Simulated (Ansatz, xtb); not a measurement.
**Relative energy of two structures of AlFH2PSi+**

Structure I is a singlet given by its coordinates and structure II is a singlet given by its coordinates. Both are isolated ions in the gas phase, relaxed with B3LYP-D3(BJ)/def2-SVP.

I (Å):

| atom | x (Å) | y (Å) | z (Å) |
| --- | --- | --- | --- |
| Al | -3.1566 | -0.5085 | 1.8359 |
| F | -3.3022 | -1.6173 | 3.0227 |
| P | -3.0251 | 1.0471 | 0.2545 |
| Si | -1.4071 | 0.0491 | -0.6910 |
| H | -0.8563 | 0.6841 | -1.9081 |
| H | -0.7496 | -1.2181 | -0.2832 |

Close contacts (Å): Al1–F2 1.63, Al1–P3 2.22, P3–Si4 2.12, Si4–H5 1.48, Si4–H6 1.48.

II (Å):

| atom | x (Å) | y (Å) | z (Å) |
| --- | --- | --- | --- |
| Al | 0.7727 | 0.6310 | -0.4534 |
| F | -0.2101 | 0.5335 | -1.9793 |
| P | -1.1085 | -0.2004 | 0.5376 |
| Si | -1.5144 | -0.8386 | -1.5858 |
| H | -0.9554 | -1.3182 | 1.3967 |
| H | 2.2243 | 1.1787 | -0.5009 |

Close contacts (Å): Al1–F2 1.82, Al1–P3 2.28, Al1–Si4 2.94, F2–Si4 1.93, P3–Si4 2.25, Al1–H6 1.55, P3–H5 1.42.

Energies in hartree; the thermal terms are from B3LYP-D3(BJ)/def2-SVP harmonic frequencies (ideal gas, rigid rotor, one conformer each, 298.15 K, 1 atm) and include the zero-point energy:

|  | I | II |
| --- | --- | --- |
| E, CCSD(T)/def2-TZVP | −972.673764 | −972.663212 |
| zero-point energy | 0.021227 | 0.019885 |
| H(298 K) − E | 0.028363 | 0.026831 |
| G(298 K) − E | −0.009848 | −0.009821 |

Task: Work out ΔE, ΔE₀, ΔH and ΔG for I → II in kJ/mol (1 Eh = 2625.50 kJ/mol) and the equilibrium ratio [II]/[I].

Result: 1. ΔE = −972.663212 − (−972.673764) = +0.010552 Eh = +27.70 kJ/mol.
2. ΔE₀ = ΔE + ΔZPE = +0.010552 + (−0.001342) Eh = +24.18 kJ/mol.
3. ΔH = ΔE + (−0.001532) Eh = +23.68 kJ/mol.
4. ΔG = ΔE + (+0.000027) Eh = +27.78 kJ/mol, so ΔS = (ΔH − ΔG)/T = −13.7 J/(mol K).
5. kT = 0.9442 mEh, so K = [II]/[I] = exp(−ΔG/kT) = exp(−11.20) ≈ 1.4 × 10^−5.

Structure I is favoured at this temperature. An error of 4 kJ/mol in ΔG would change K by a factor of 5. B3LYP-D3(BJ)/def2-SVP found them nearly level. Mirror images and further conformers aren't counted.

Other levels gave ΔE = +0.7 (B3LYP-D3(BJ)/def2-SVP); +24.3 (HF/def2-TZVP); +44.4 (MP2/def2-TZVP) kJ/mol. The correlated steps freeze 16 core orbitals. Programs: Ansatz 0.2.0.

Structure I lies clearly below II, and the bonding explains why. In I, fluorine is held terminally by a nearly linear two-coordinate aluminium, and the short P–Si contact to a planar SiH2 group suggests phosphasilene-like π bonding that helps to spread the positive charge. In II, one hydrogen sits on aluminium and the other on phosphorus, leaving silicon without hydrogen and silylene-like. Fluorine bridges Al and Si, with both contacts longer than a normal terminal bond. This bridge eases the electron deficiency of both centres, but probably doesn't make up for the lost Si–H and π bonding and the strain of the four-membered ring.

The more compact ring also has the lower entropy, which cancels its small advantage in thermal enthalpy, so ΔG ends up almost equal to ΔE. All the listed methods place I lower, but the size of the gap is sensitive to the treatment of correlation and probably also to the basis set. Without a barrier for the hydrogen and fluorine shifts, the equilibrium ratio doesn't tell whether II, once formed, would persist.
